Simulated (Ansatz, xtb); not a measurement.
## Relative energy of two isomers of C2H2Al2F

Structure a is `C=[C]1[Al][Al]1[F]`, a doublet and structure b is `[F][AlH][C]#[C][AlH]`, a doublet. Both are isolated molecules in the gas phase, relaxed with r2SCAN-D4/def2-SVP.

Energies in hartree; the thermal terms are from r2SCAN-D4/def2-SVP harmonic frequencies (ideal gas, rigid rotor, one conformer each, 298.15 K, 1 atm) and include the zero-point energy:

|  | a | b |
| --- | --- | --- |
| E, CCSD(T)/def2-SVP | −660.451322 | −660.465551 |
| zero-point energy | 0.032481 | 0.024583 |
| H(298 K) − E | 0.040116 | 0.033086 |
| G(298 K) − E | 0.000520 | −0.008785 |

Question: Work out ΔE, ΔE₀, ΔH and ΔG for a → b in kcal/mol (1 Eh = 627.51 kcal/mol) and the equilibrium ratio [b]/[a].

Answer: 1. ΔE = −660.465551 − (−660.451322) = −0.014229 Eh = −8.93 kcal/mol.
2. ΔE₀ = ΔE + ΔZPE = −0.014229 + (−0.007898) Eh = −13.88 kcal/mol.
3. ΔH = ΔE + (−0.007030) Eh = −13.34 kcal/mol.
4. ΔG = ΔE + (−0.009305) Eh = −14.77 kcal/mol, so ΔS = (ΔH − ΔG)/T = +20.0 J/(mol K).
5. kT = 0.9442 mEh, so K = [b]/[a] = exp(−ΔG/kT) = exp(+24.93) ≈ 6.7 × 10^10.

Structure b is favoured at this temperature. An error of 1 kcal/mol in ΔG would change K by a factor of 5.4. Mirror images and further conformers aren't counted.

As drawn, b has 1 C≡C, 2 Al–H in place of 1 C=C, 1 Al–Al, 2 C–H. Structure a has a 3-membered ring, b no ring.

Other levels gave ΔE = −0.6 (r2SCAN-D4/def2-SVP); −24.9 (HF/def2-SVP); −17.5 (MP2/def2-SVP) kcal/mol. Open shells are spin-unrestricted, with notable spin contamination. The correlated steps freeze 13 core orbitals. Programs: Ansatz 0.2.0.

Isomer b lies lower at every level listed, and the vibrational and thermal terms widen its lead. The electronic preference reflects a trade: b gives up two strong C–H bonds for weaker Al–H bonds, but gains a full alkynyl C≡C bond and sheds a weak Al–Al bond in a strained ring. In effect, hydrogen moves from carbon to low-valent aluminium, which is oxidised.

The zero-point contribution has the same origin, since Al–H stretches and bends are much softer than those of C–H. The entropy gain probably comes from the low-frequency bending and torsion of the open chain.

Correlation favours the ring relative to Hartree–Fock, which suggests that its compact Al–Al bonding region is poorly described by a mean field. MP2 recovers only part of that shift. The direction of the equilibrium is therefore better supported than the size of K, because the electronic gap varies widely between methods. A large K also doesn't imply rapid conversion, as the rearrangement must break two C–H bonds and no barrier was computed.
